Only density functionals overbind silane in this table, and their overbinding is measured against a reference that itself binds too weakly. Every approximate wavefunction level gives too small an atomization energy, except RCCSDTQ, which agrees with the reference to the last digit shown. The others lack more correlation energy in the molecule, where the electrons form four bond pairs, than in the separated atoms. The functionals leave this pattern chiefly because the small basis weakens the reference more than it weakens them, an explanation that rests on theory and not on a comparison of basis sets.

Errors in the atomization energy (atoms minus molecule) of silane, SiH₄, against FCI, computed with Ansatz 0.2.0 in the 6-31G basis at the MP2(full)/6-31G* geometry. Correlated wavefunction levels keep the atomic cores frozen, and zero-point energy is not included. The valence space of the molecule has 8 electrons in 8 orbitals.

```
           level  this level less the reference (FCI, same basis) (kJ/mol)
             RHF                                                   -163.83
            RMP2                                                    -40.70
            CISD                                                    -10.78
           RCCSD                                                     -2.64
        RCCSD(T)                                                     -0.76
         BCCD(T)                                                     -0.73
          RCCSDT                                                     -0.11
          CISDTQ                                                     -0.25
       RCCSDT(Q)                                                     -0.03
         RCCSDTQ                                                      0.00
  CASSCF valence                                                    -29.86
  NEVPT2 valence                                                     -6.17
  MRCISD valence                                                     -1.52
MRCISD+Q valence                                                     -1.05
           SPW92                                                    295.92
             PBE                                                    153.78
          r2SCAN                                                    175.24
            PBE0                                                    143.86
           B3LYP                                                    172.06
       CAM-B3LYP                                                    172.00
         wB97M-V                                                    187.57
          B2PLYP                                                    106.81
         RPA-PBE                                                    -21.09
```

The reference, FCI, is the exact solution for the valence electrons within the chosen basis. Let m be the energy by which a level lies above FCI. The atomization energy is the energy of the atoms less that of the molecule, so its error is

error = m(atoms) − m(SiH₄)

A negative error therefore means that the level fails more badly in the molecule than in the atoms. For the wavefunction levels the hydrogen atoms drop out, since a single electron has no correlation energy, and only the silicon atom can offset what the molecule lacks.

The first row shows the size of the problem. RHF, the single determinant without correlation, lacks 225.8 kJ/mol in the molecule, yet its error is only −163.8 kJ/mol. The difference of 62.0 kJ/mol is the correlation energy of the silicon atom. About a quarter of the failure thus cancels when the bonds are broken.

That quarter can be understood by counting pairs. Two electrons of opposite spin in the same orbital come close to each other and have the most to gain from correlated motion. Silane has four such pairs in its valence shell. The silicon atom has one, in 3s, because its two 3p electrons have parallel spins and already avoid each other in the determinant. Atomization therefore destroys three pairs out of four, and three quarters of 225.8 is 169 kJ/mol, close to the error found. The count is crude, since it ignores correlation between different pairs, and some of the agreement is luck.

The same count shows what to expect of a neighbouring hydride. Sulfur already has two valence pairs as an atom, in 3s and in one 3p orbital, and H₂S again has four. Only two pairs are gained on forming that molecule, so RHF should lose less binding in total than it does in silane. The number of new pairs, which need not equal the number of bonds, gives the direction of the change, but it should not be trusted for its size, since pairs in different atoms are not worth the same.

The second row, RMP2, adds correlation by second-order perturbation theory and brings the error down to −40.7 kJ/mol. In the molecule it finds 71% of the correlation energy and still lacks 64.5 kJ/mol. The silicon atom lacks 23.8 kJ/mol at the same level, which again hides part of the failure. Second order treats each double excitation as if the others did not exist. The coupling among them, which enters from third order on, lowers the energy further here.

CISD includes that coupling. It mixes all single and double excitations into the determinant and finds the best combination, which leaves an error of −10.8 kJ/mol. Yet RCCSD, a coupled-cluster level built from excitations of the same two ranks, has an error of only −2.6 kJ/mol. The difference lies in what each method does when two pairs are excited at the same time.

A limiting case makes this plain. Take many silane molecules far apart. In each of them some pair is excited part of the time, independently of the others, so the true wavefunction contains many simultaneous double excitations. CISD permits only one at a time in the whole collection, and its correlation energy per molecule falls towards zero as the collection grows. Coupled cluster writes the wavefunction as an exponential, which generates the products of excitations automatically and keeps the energy per molecule constant. One silane molecule with its four pairs is already a small collection of this kind.

The molecular energies show how much this costs. CISD lacks 11.3 kJ/mol in silane. Of this, 8.3 kJ/mol is recovered on going to coupled cluster with singles and doubles, a further 3.0 kJ/mol comes from triple excitations, and only about 0.1 kJ/mol comes from true quadruples. Most of the CISD error thus comes from pairs that are excited independently, and little of it from four electrons moving in concert.

The size of this defect can be estimated without any fit. Let w be the share of double excitations in the CISD wavefunction and E its correlation energy. While one pair is excited, which happens with probability w, the other pairs would still gain roughly E by correlating, but CISD forbids it. The loss is then about w × E, the Davidson correction. Half the number of electrons promoted out of the four occupied orbitals gives w = 0.053, and E is 225.8 − 11.3 = 214.5 kJ/mol, so that

w × E = 0.053 × 214.5 ≈ 11 kJ/mol

This seems to match the whole CISD gap, but the match is partly an accident. The formula is meant to describe only the products of excitations, which are worth 8.3 kJ/mol, and the gap also contains the triples. It comes out too high because a pair that is already excited can't be excited again, which matters when there are only four pairs. A variant that corrects for the small number of electrons gives 6.4 kJ/mol and is too low. The argument therefore yields the right magnitude, but no accuracy better than a few kJ/mol.

The coupled-cluster rows that follow approach FCI quickly. RCCSD(T) estimates the triples by perturbation theory and reaches −0.8 kJ/mol. The estimate captures 74% of the triples energy in the molecule, and the remaining quarter accounts for most of the error that is left. RCCSDT, which treats the triples in full, reduces the error to −0.1 kJ/mol. The convergence is this fast because silane at its equilibrium shape is well described by one determinant, as the small weight of the double excitations shows.

CISDTQ breaks the order. It includes quadruple excitations and still ends at −0.25 kJ/mol, slightly worse than RCCSDT, which contains quadruples only as products of lower excitations. The reason is the one that spoiled CISD, moved up by two ranks. CISDTQ allows at most four electrons to be excited at once, so it lacks products such as three double excitations, or a double with a triple, whereas the exponential of RCCSDT contains such products to every order. For the silicon atom with its four valence electrons CISDTQ is exact, so the whole of its error arises in the molecule.

The next four rows start from a different point. Valence CASSCF distributes the eight valence electrons in every possible way over eight orbitals, in essence the four bonding and four antibonding ones. This small set removes 82% of the RHF error and leaves −29.9 kJ/mol. The antibonding orbitals let the two electrons of a bond stay at opposite ends of it, a kind of correlation that exists only where there is a bond. It has no counterpart in the separated atoms and so strengthens the binding, which is one reason why so few orbitals achieve so much. The other is the basis: the four antibonding orbitals are a third of its 12 empty orbitals, and the share should be smaller once polarization functions are present. Not everything that CASSCF gains in the molecule counts, however, because the valence space of the silicon atom also lets its 3s pair move into the empty 3p orbital.

What remains is the correlation that needs the other empty orbitals. NEVPT2 adds it by perturbation theory and arrives at −6.2 kJ/mol. MRCISD adds single and double excitations on top of the CASSCF wavefunction and arrives at −1.5 kJ/mol, far better than CISD. Its starting point already contains configurations with several pairs excited within the valence orbitals, so most of the products that CISD lacks are present from the outset. MRCISD+Q adds a Davidson-type correction for the rest and improves the result by another half kJ/mol.

With the density functionals the sign changes. From PBE to wB97M-V the errors lie between 144 and 188 kJ/mol, and SPW92, the local density approximation, stands at 296 kJ/mol. Read as errors against nature, these values would be alarming. They are errors against FCI in a basis that has no d functions on silicon and no p functions on hydrogen.

The reference atomization energy is 1089 kJ/mol, while the measured one, without zero-point motion, is roughly 1300 to 1400 kJ/mol as I recall it. PBE0 gives 1089 + 144 = 1233 kJ/mol, which is still too little. Even wB97M-V, with the largest error of the functionals apart from SPW92, stays below the measured range. Only SPW92, at 1385 kJ/mol, reaches it. A functional that lies closer to FCI here may thus lie further from the real molecule, and the column is no ranking of functionals.

One reason why the basis harms FCI more can be seen in another limiting case. Describe a helium atom with a single basis function. There is no empty orbital into which the electrons could be excited, so FCI finds no correlation energy at all. A functional computes its correlation energy from the density and returns nearly as much as it would in a large basis. In silane the functions of higher angular momentum play the part of those empty orbitals, since they let two electrons keep to opposite sides of an atom or a bond. Their absence also weakens the binding before any correlation is counted, because the density can't shift fully into the bonds. This second loss should not be taken as the same for all levels. RHF, with its exact exchange, is expected to lose clearly more binding this way than a functional such as PBE, and FCI inherits that loss on top of the loss of correlation. The two causes may well be of similar size.

One basis can't tell how much of the excess stems from this imbalance and how much from the functionals themselves. A neighbouring series with polarization functions would separate the two, and the excess of the functionals should then shrink markedly. The step from SPW92 to PBE, a drop of 142 kJ/mol in the same basis, does reflect the functionals. The local density approximation is known to overbind, and gradient corrections stabilize the atoms, with their more uneven densities, more than the molecule.

The last two rows fit this picture. B2PLYP takes part of its correlation from second-order perturbation theory, and its error of 107 kJ/mol is the lowest among the positive ones. RPA-PBE takes all its correlation from excitations into empty orbitals and falls below FCI, at −21 kJ/mol. Both also carry much exact exchange, about half in B2PLYP and all of it in RPA-PBE, which should tie them to the loss of binding in RHF as well. PBE0 lying 10 kJ/mol below PBE points the same way, but the share of exact exchange does not order the whole group, since B3LYP lies above PBE. These rows support the basis argument without proving it or separating its two causes. The random phase approximation also tends to underbind molecules, which would favour a negative sign in any basis.

Silane is a precursor gas from which silicon films are deposited, and models of that process need the energies of its Si–H bonds. For such a purpose a small error in this table is not enough. RCCSD(T) reproduces FCI to within 1 kJ/mol here, and with it reproduces a total binding that is too weak by some hundreds of kJ/mol. The choice of level pays off only once the basis can describe the bonds.
